# Particle–hole conjugation on fermionic Fock space

## 1. Premises and conventions

**One-particle space.** Finite dimension $M$, fixed orthonormal basis $j=1,\dots,M$.

**Anticommutation relations.** $\{c_i,c_j^\dagger\}=\delta_{ij}$, $\{c_i,c_j\}=0$, $c_j|0\rangle=0$. The determinants $c^\dagger_{j_1}\cdots c^\dagger_{j_N}|0\rangle$ with $j_1<\dots<j_N$ are an orthonormal basis of the sector $\mathcal F_N$, of dimension $\binom MN$. The full state is $|F\rangle=c_1^\dagger\cdots c_M^\dagger|0\rangle$.

**One-body operators.** For an $M\times M$ matrix $h$,
$$d\Gamma(h)=\sum_{ij}h_{ij}\,c_i^\dagger c_j,\qquad \hat N=d\Gamma(1).$$

**Basis rotations.** The relations above give $[d\Gamma(\kappa),c_j^\dagger]=\sum_i c_i^\dagger\kappa_{ij}$. For a unitary $u=e^{i\kappa}$ put $\Gamma(u)=e^{i\,d\Gamma(\kappa)}$. Summing the nested commutators,
$$\Gamma(u)\,c_j^\dagger\,\Gamma(u)^\dagger=\sum_i c_i^\dagger u_{ij},\qquad \Gamma(u)\,d\Gamma(h)\,\Gamma(u)^\dagger=d\Gamma(uhu^\dagger).\tag{1}$$
$\Gamma(u)$ is unitary and conserves $\hat N$.

Angular momenta are in units of $\hbar$ with Condon–Shortley phases, energies in cm$^{-1}$.

## 2. The operator $U$

Put $\gamma_j=c_j+c_j^\dagger$ and $U=\gamma_1\gamma_2\cdots\gamma_M$, in this order.

**Step 1: algebra.** $\gamma_j^\dagger=\gamma_j$. Expanding, $\{\gamma_i,\gamma_j\}=\{c_i,c_j^\dagger\}+\{c_i^\dagger,c_j\}=2\delta_{ij}$. So $\gamma_j^2=1$, and different $\gamma$ anticommute.

**Step 2: unitarity.** Each $\gamma_j$ is Hermitian with square 1, hence unitary, and so is the product. Reversing the order takes $M(M-1)/2$ exchanges:
$$U^\dagger=\gamma_M\cdots\gamma_1=(-1)^{M(M-1)/2}U,\qquad U^2=(-1)^{M(M-1)/2}.$$

**Step 3: action on one mode.** With $c_j^2=0$,
$$\gamma_jc_j\gamma_j=c_j^\dagger c_j\,(c_j+c_j^\dagger)=c_j^\dagger c_jc_j^\dagger=c_j^\dagger(1-c_j^\dagger c_j)=c_j^\dagger .$$
For $k\ne j$, $\gamma_k$ anticommutes with $c_j$ and $c_j^\dagger$, so $\gamma_kc_j\gamma_k=-c_j$ and $\gamma_kc_j^\dagger\gamma_k=-c_j^\dagger$. In $Uc_jU^\dagger=\gamma_1\cdots\gamma_M\,c_j\,\gamma_M\cdots\gamma_1$ the conjugations act from the inside out: one exchanges $c_j$ for $c_j^\dagger$, the other $M-1$ give a sign each:
$$Uc_jU^\dagger=\eta\,c_j^\dagger,\qquad Uc_j^\dagger U^\dagger=\eta\,c_j,\qquad \eta=(-1)^{M-1}.\tag{2}$$
The second relation is the adjoint of the first.

**Step 4: sectors.** Since $\eta^2=1$, $Uc_j^\dagger c_jU^\dagger=c_jc_j^\dagger=1-c_j^\dagger c_j$, and
$$U\hat NU^\dagger=M-\hat N.\tag{3}$$
This is the same as $\hat NU=U(M-\hat N)$, so $U$ maps $\mathcal F_N$ into $\mathcal F_{M-N}$, and onto it because the dimensions are equal. Explicitly: in $\gamma_k\,c^\dagger_{k+1}\cdots c_M^\dagger|0\rangle$ the part $c_k$ passes through and annihilates the vacuum, so $U|0\rangle=|F\rangle$, and
$$U\,c^\dagger_{j_1}\cdots c^\dagger_{j_N}|0\rangle=\eta^N c_{j_1}\cdots c_{j_N}|F\rangle .$$
Particles become holes in the same modes.

**Remarks.** If $U'$ also obeys (2), $U^\dagger U'$ commutes with all $c_j,c_j^\dagger$. These act irreducibly, so $U'$ is $U$ times a phase. $U$ is linear, but it depends on the basis: with $c^\dagger(f)=\sum f_jc_j^\dagger$ and $c(f)=\sum f_j^*c_j$, (2) reads $Uc^\dagger(f)U^\dagger=\eta\,c(f^*)$, where $f^*$ is complex conjugation of the components in the chosen basis.

## 3. One-body operators

From (2) and $c_ic_j^\dagger=\delta_{ij}-c_j^\dagger c_i$,
$$U\,d\Gamma(h)\,U^\dagger=\sum_{ij}h_{ij}\,c_ic_j^\dagger=\operatorname{Tr}h-\sum_{ij}(h^T)_{ji}\,c_j^\dagger c_i ,$$
$$U\,d\Gamma(h)\,U^\dagger=\operatorname{Tr}h-d\Gamma(h^T).\tag{4}$$
For Hermitian $h$, $h^T=h^*$ has the eigenvalues $\varepsilon_a$ of $h$. The one-hole levels are therefore $\operatorname{Tr}h-\varepsilon_a$.

The transpose matters. In the basis $|m,\sigma\rangle$ of a shell $l$, $l_x$ and $l_z$ are real symmetric and $l_y$ is imaginary antisymmetric. With $\mathbf L=d\Gamma(\mathbf l)$, (4) sends $(L_x,L_y,L_z)$ to $(-L_x,+L_y,-L_z)$. This is a rotation by $\pi$ about $y$, and it has to be undone before labels and fields in the two sectors are compared.

## 4. Conjugation adapted to a shell

Take $M=4l+2$ spin orbitals $R(r)Y_{lm}\chi_\sigma$ with one fixed real radial function. Then $\eta=-1$, and $M(M-1)/2=(2l+1)(4l+1)$ is odd, so $U^2=-1$.

Define the real matrix $\tau=e^{-i\pi(l_y+s_y)}$,
$$\tau|m,\sigma\rangle=(-1)^{l-m}(-1)^{1/2-\sigma}|{-m},{-\sigma}\rangle,$$
and $h^\theta=\tau h^*\tau^\dagger$. This map is time reversal of one-particle operators: $(AB)^\theta=A^\theta B^\theta$, and scalars are conjugated. Three cases:

1. $\mathbf l^\theta=-\mathbf l$, $\mathbf s^\theta=-\mathbf s$. Conjugation reverses the $y$ components, the rotation reverses $x$ and $z$.
2. $(\mathbf l\cdot\mathbf s)^\theta=\mathbf l\cdot\mathbf s$, as a product of two odd factors.
3. A real spin-free potential $v(\mathbf r)$ has $v^\theta=v$. From $Y_{lm}^*=(-1)^mY_{l,-m}$, $\langle m|v|m'\rangle^*=(-1)^{m+m'}\langle -m|v|{-m'}\rangle$, and the two phases of $\tau$ cancel this sign.

Put $C=\Gamma(\tau)U$, a linear unitary operator mapping $\mathcal F_N$ onto $\mathcal F_{M-N}$. From (2) and (1), $Cc^\dagger_{m\sigma}C^\dagger=-(-1)^{l-m+1/2-\sigma}c_{-m,-\sigma}$. From (4) and (1), for Hermitian $h$,
$$C\,d\Gamma(h)\,C^\dagger=\operatorname{Tr}h-d\Gamma(h^\theta).\tag{5}$$
**Rule.** A traceless time-even one-body operator changes sign; a time-odd one is unchanged. The matrices $\mathbf l$, $\mathbf s$, $\mathbf l\cdot\mathbf s$ are traceless, so
$$C\mathbf LC^\dagger=\mathbf L,\qquad C\mathbf SC^\dagger=\mathbf S,\qquad C\,d\Gamma(\mathbf l\cdot\mathbf s)\,C^\dagger=-d\Gamma(\mathbf l\cdot\mathbf s).\tag{6}$$

**Same terms.** $C$ commutes with $\mathbf L$ and $\mathbf S$, hence with $L^2$, $S^2$, $J^2$ and all orbital and spin rotations. It carries each state $|LSM_LM_S\rangle$ of $l^N$ into a state of $l^{4l+2-N}$ with the same labels. The two configurations contain the same terms $^{2S+1}L$, each the same number of times. The parities $(-1)^{lN}$ and $(-1)^{l(M-N)}$ agree because $M$ is even, so point-group and double-group labels are preserved too. For example d$^2$ and d$^8$ have 45 states each, and d$^9$ has the single term $^2D$ of d$^1$.

## 5. The Coulomb interaction

**Step 1: factorise.** Inside the shell the multipole expansion of $e^2/4\pi\epsilon_0r_{12}$ becomes $\sum_kF^kP_k(\cos\omega_{12})$, with Slater integrals $F^k$ of $R(r)$. Parity and the triangle rule leave $k=0,2,\dots,2l$. By the addition theorem $P_k(\cos\omega_{12})=\sum_q t_{kq}(1)\,t_{kq}(2)$, with real harmonics $t_{kq}$. Let $t_{kq}$ also denote their Hermitian matrices in the shell. Then $\langle ij|v|ab\rangle=\sum_{kq}F^k(t_{kq})_{ia}(t_{kq})_{jb}$.

**Step 2: reorder.** $c_i^\dagger c_ac_j^\dagger c_b=\delta_{aj}c_i^\dagger c_b+c_i^\dagger c_j^\dagger c_bc_a$. Inserting this in $V=\tfrac12\sum\langle ij|v|ab\rangle c_i^\dagger c_j^\dagger c_bc_a$,
$$V=\tfrac12\sum_{kq}F^k\left[T_{kq}^2-d\Gamma(t_{kq}^2)\right],\qquad T_{kq}=d\Gamma(t_{kq}),$$
where $t_{kq}^2$ is the matrix product within the shell.

**Step 3: the one-body remainder is a scalar.** $\sum_qt_{kq}^2$ is spin-free and commutes with rotations, so by Schur's lemma it equals $b_k\cdot1$. The orbital trace, with $\sum_mY_{lm}(1)Y^*_{lm}(2)=\frac{2l+1}{4\pi}P_l(\cos\omega_{12})$ used twice, is
$$(2l+1)\,b_k=\left(\frac{2l+1}{4\pi}\right)^2 8\pi^2\int_{-1}^1P_kP_l^2\,dx,\qquad b_k=\frac{2l+1}{2}\int_{-1}^1P_kP_l^2\,dx .$$
So $b_0=1$, and for $l=2$ both integrals are $4/35$, giving $b_2=b_4=2/7$. With $T_{00}=\hat N$,
$$V=\tfrac12F^0\hat N(\hat N-1)-\tfrac12\hat N\sum_{k>0}b_kF^k+\tfrac12\sum_{k>0,q}F^kT_{kq}^2.\tag{7}$$

**Step 4: conjugate.** For $k>0$, $t_{kq}$ is time-even (case 3) and traceless, because $\sum_m|Y_{lm}|^2$ is constant on the sphere. By (5), $CT_{kq}C^\dagger=-T_{kq}$, and the last sum in (7) is invariant. In the rest $\hat N\to M-\hat N$, and $(M-N)(M-N-1)-N(N-1)=(M-1)(M-2N)$. Hence
$$CVC^\dagger=V+\tfrac12(M-1)(M-2\hat N)\,\bar U,\qquad \bar U=F^0-\frac{1}{M-1}\sum_{k>0}b_kF^k.\tag{8}$$
For d shells $\bar U=F^0-\tfrac{2}{63}(F^2+F^4)$. The shift is constant in each sector: at equal $F^k$ the term intervals and the term order of $l^N$ and $l^{M-N}$ coincide. The repulsion is not reversed. On d$^1$, $V=0$, so on d$^9$ it is the constant $36\,\bar U$, one $\bar U$ for each pair.

## 6. Result

Let
$$H(\zeta,v,\mathbf B)=\epsilon\hat N+V+\zeta\,d\Gamma(\mathbf l\cdot\mathbf s)+d\Gamma(v)+\mu_B\mathbf B\cdot(\mathbf L+g_e\mathbf S),$$
with $g_e=2.0023$, the crystal field $v$ made traceless, and its spherical average absorbed in $\epsilon$. By (3), (5), (6) and (8),
$$C\,H(\zeta,v,\mathbf B)\,C^\dagger=H(-\zeta,-v,\mathbf B)+(M-2\hat N)\left[\epsilon+\tfrac12(M-1)\bar U\right].\tag{9}$$
If $\psi\in\mathcal F_{M-N}$ is an eigenstate of $H(\zeta,v,\mathbf B)$ with energy $E$, then $C\psi\in\mathcal F_N$ is an eigenstate of the right side with the same $E$. So $l^{4l+2-N}$ has the spectrum and symmetry labels of $l^N$ with $\zeta\to-\zeta$, $v\to-v$, unchanged $F^k$ and unchanged Zeeman operator, up to a constant.

**Corollaries.**

- *Fine structure.* Within a term the spin–orbit operator projects onto $\lambda\mathbf L\cdot\mathbf S$ (Wigner–Eckart theorem). By (6), $\lambda$ has opposite signs in conjugate terms, which is the inversion in Hund's third rule. For $^2D$, $\mathbf l\cdot\mathbf s=+1$ ($j=5/2$) or $-3/2$ ($j=3/2$): with $\zeta>0$, $^2D_{3/2}$ lies lowest in d$^1$ and $^2D_{5/2}$ in d$^9$, the interval being $5\zeta/2$.
- *Crystal field.* d$^{10-N}$ in a field $Dq$ behaves as d$^N$ in a field $-Dq$.
- *Half-filled shell.* For $N=2l+1$, $C$ acts within the sector and commutes with $V$, $\mathbf L$, $\mathbf S$. A term that shares energy, $L$ and $S$ with no other is mapped onto itself, and by Schur's lemma $CP=\omega P$ with $|\omega|=1$ for its projector $P$. If $CXC^\dagger=-X$, then $PXP=PC^\dagger(CXC^\dagger)CP=-PXP=0$. First-order spin–orbit and crystal-field splittings vanish in such terms.

## 7. d$^1$ and d$^9$ in a field with a fourfold axis

By (9) both ions are one-particle problems: $h=v+\zeta\,\mathbf l\cdot\mathbf s$ for d$^1$ and $-h$ for d$^9$, each with the same Zeeman operator.

**Blocks.** A fourfold axis $z$ conserves $m_j=m+\sigma$ modulo 4. The ten states split into two $3\times3$ blocks ($5/2\equiv-3/2$ and its Kramers partner) and two $2\times2$ blocks ($\pm1/2$). For the first use
$$a=\tfrac{1}{\sqrt2}(|2\rangle+|{-2}\rangle)\uparrow,\qquad b=\tfrac1{\sqrt2}(|2\rangle-|{-2}\rangle)\uparrow,\qquad c=|{-1}\rangle\downarrow .$$
Here $a$ is $x^2-y^2$, $b$ is $xy$ up to a phase, and $c$ lies in the pair $xz,yz$. In $\mathbf l\cdot\mathbf s=l_zs_z+\tfrac12(l_+s_-+l_-s_+)$, $l_zs_z$ is $+1,-1,+\tfrac12$ on $|2\uparrow\rangle,|{-2}\uparrow\rangle,|{-1}\downarrow\rangle$, and the only ladder element is $\langle-1\downarrow|\tfrac12l_+s_-|{-2}\uparrow\rangle=\tfrac12\sqrt{6-2}=1$. Therefore
$$h=\begin{pmatrix}\epsilon_a&\zeta&\zeta/\sqrt2\\ \zeta&\epsilon_b&-\zeta/\sqrt2\\ \zeta/\sqrt2&-\zeta/\sqrt2&\epsilon_c+\zeta/2\end{pmatrix}.\tag{10}$$

**Cubic field.** $\epsilon_a=6Dq$ ($e_g$), $\epsilon_b=\epsilon_c=-4Dq$ ($t_{2g}$), $\Delta=10Dq>0$ for six anions on the axes. The $bc$ part of $\mathbf l\cdot\mathbf s$ has eigenvectors $(b-\sqrt2c)/\sqrt3$ with eigenvalue $+1$ and $(\sqrt2b+c)/\sqrt3$ with eigenvalue $-\tfrac12$. Their couplings to $a$ are $0$ and $\sqrt{3/2}\,\zeta$. The block $|0\uparrow\rangle,|1\downarrow\rangle$ has diagonal $6Dq$, $-4Dq-\zeta/2$ and coupling $\tfrac12\sqrt6\,\zeta$, the same $2\times2$ matrix. So the coupled levels are quartets ($\Gamma_8$) and the uncoupled one is a doublet ($\Gamma_7$). With
$$D=\Delta+\tfrac12\zeta,\qquad s=\tfrac12\left[\sqrt{D^2+6\zeta^2}-D\right],$$
the eigenvalues of $h$ are $-4Dq-\tfrac12\zeta-s$ ($\Gamma_8$), $-4Dq+\zeta$ ($\Gamma_7$) and $6Dq+s$ ($\Gamma_8$). Excitation energies:

- d$^1$: ground $\Gamma_8(^2T_{2g})$; $\Gamma_7(^2T_{2g})$ at $\tfrac32\zeta+s$; $\Gamma_8(^2E_g)$ at $D+2s$.
- d$^9$: ground $\Gamma_8(^2E_g)$; $\Gamma_7(^2T_{2g})$ at $\Delta-\zeta+s$; $\Gamma_8(^2T_{2g})$ at $D+2s$.

**Tetragonal field, $g_\parallel$.** The operator $l_z+g_es_z$ conserves $m_j$, so it does not connect the Kramers partners. Its elements in the block are $\langle a|l_z|b\rangle=2$, $\langle c|l_z|c\rangle=-1$, $s_z=\tfrac12,\tfrac12,-\tfrac12$. For a normalised real ground vector $\alpha a+\beta b+\gamma c$, $g_\parallel$ is twice the expectation value:
$$g_\parallel-g_e=8\alpha\beta-2(1+g_e)\gamma^2.\tag{11}$$
Let $\Delta'=\epsilon_a-\epsilon_b$. For d$^1$ with $xy$ lowest, $\beta\approx1$ and $\alpha\approx-\zeta/\Delta'$. For d$^9$ with $x^2-y^2$ highest, the ground vector of $-h$ has $\alpha\approx1$ and $\beta\approx+\zeta/\Delta'$. To first order $g_\parallel-g_e=\mp8\zeta/\Delta'$, negative for the electron and positive for the hole. The sign flips because $C$ reverses the spin–orbit factor of the cross term and keeps the Zeeman factor.

## 8. Range of validity

- Equations (2)–(4) are exact for any finite $M$. They rest on anticommutation. For bosons $a\to a^\dagger$ reverses the sign of $[a,a^\dagger]$, and no unitary operator can do that. For infinite $M$ the product defining $U$ has no meaning.
- Equations (5)–(9) are exact in a single shell with one radial function. They hold for any field strength and any ratio of $\zeta$, $Dq$, $F^k$.
- Equation (9) relates two sectors at equal parameters. Two different ions have different $R(r)$ and surroundings, so $\zeta$, $Dq$ and $F^k$ differ. What carries over is the list of terms, the form of the matrices and the signs, never the magnitudes.
- Mixing with other configurations and with O 2p orbitals lies outside the shell. A full d shell plus an oxygen hole admixes to d$^9$; covalency of this kind reduces the effective $\zeta$ and orbital moment. The rule survives when such effects are folded into effective one-body operators of definite time parity.
- Two-body magnetic terms (spin–spin, spin–other-orbit) are omitted and need a treatment like that of Section 5.
- Nuclei are fixed. A distortion adds a time-even potential, so linear Jahn–Teller couplings also change sign under $C$. The orbitally degenerate cubic ground states of both ions are subject to such distortions.

## 9. Numerical illustration

Ti$^{3+}$ (3d$^1$) in a TiO$_6$ octahedron, as in the reduced titanium oxides used in resistive-memory cells, and Cu$^{2+}$ (3d$^9$) in a CuO$_6$ octahedron. Inputs in cm$^{-1}$: typical free-ion $\zeta=154$ (Ti$^{3+}$) and $830$ (Cu$^{2+}$); typical oxygen-ligand $\Delta=20000$ and $12000$.

**Cubic model.** Values are printed to 1 cm$^{-1}$ or finer only to show the shift $s$; the inputs support about two figures.

| | Ti$^{3+}$, d$^1$ | Cu$^{2+}$, d$^9$ |
|---|---|---|
| $3\zeta/2$ | 231 | 1245 |
| $D$ | 20077 | 12415 |
| $s$ | 1.8 | 83 |
| ground level | $\Gamma_8(^2T_{2g})$ | $\Gamma_8(^2E_g)$ |
| $\Gamma_7(^2T_{2g})$ | 233 | 11253 |
| upper $\Gamma_8$ | 20081 | 12580 |

Within $^2T_{2g}$ the quartet lies 233 below the doublet for d$^1$ and 1328 above it for d$^9$: both orderings are inverted.

**Tetragonal model.** Keep $\Delta'=20000$ and $12000$. Assumed distortions: a compressed octahedron for Ti$^{3+}$ with $\epsilon_c-\epsilon_b=3000$, and an elongated one for Cu$^{2+}$ with $\epsilon_b-\epsilon_c=2000$ and $3z^2-r^2$ below $x^2-y^2$. These $t_{2g}$ splittings exceed the spin–orbit intervals 233 and 1328, so the cubic fine structure is not what a distorted site shows. The orbital $3z^2-r^2$ does not enter (10). Lowest eigenvector of $h$ for Ti$^{3+}$ and of $-h$ for Cu$^{2+}$, inserted in (11):

| | Ti$^{3+}$, d$^1$ | Cu$^{2+}$, d$^9$ |
|---|---|---|
| $\mp8\zeta/\Delta'$ | $-0.062$ | $+0.55$ |
| $\alpha\beta$ | $-0.00788$ | $+0.0664$ |
| $\gamma^2$ | 0.00127 | 0.00160 |
| $g_\parallel-g_e$ | $-0.071$ | $+0.52$ |
| $g_\parallel$ | 1.93 | 2.52 |

These numbers are the ionic model's. As typical knowledge, the shifts are roughly $-0.04$ to $-0.06$ for Ti$^{3+}$ in titania and $+0.25$ to $+0.4$ for Cu$^{2+}$ in elongated oxygen octahedra, so the model is too large in magnitude by a factor of 1.2 to 1.8 and of 1.3 to 2.1, in the direction expected from the neglected covalency. The opposite signs, $g_\parallel<g_e$ for the electron and $g_\parallel>g_e$ for the hole, follow from (9) and (11) and hold for any positive effective $\zeta$ small against the orbital splittings.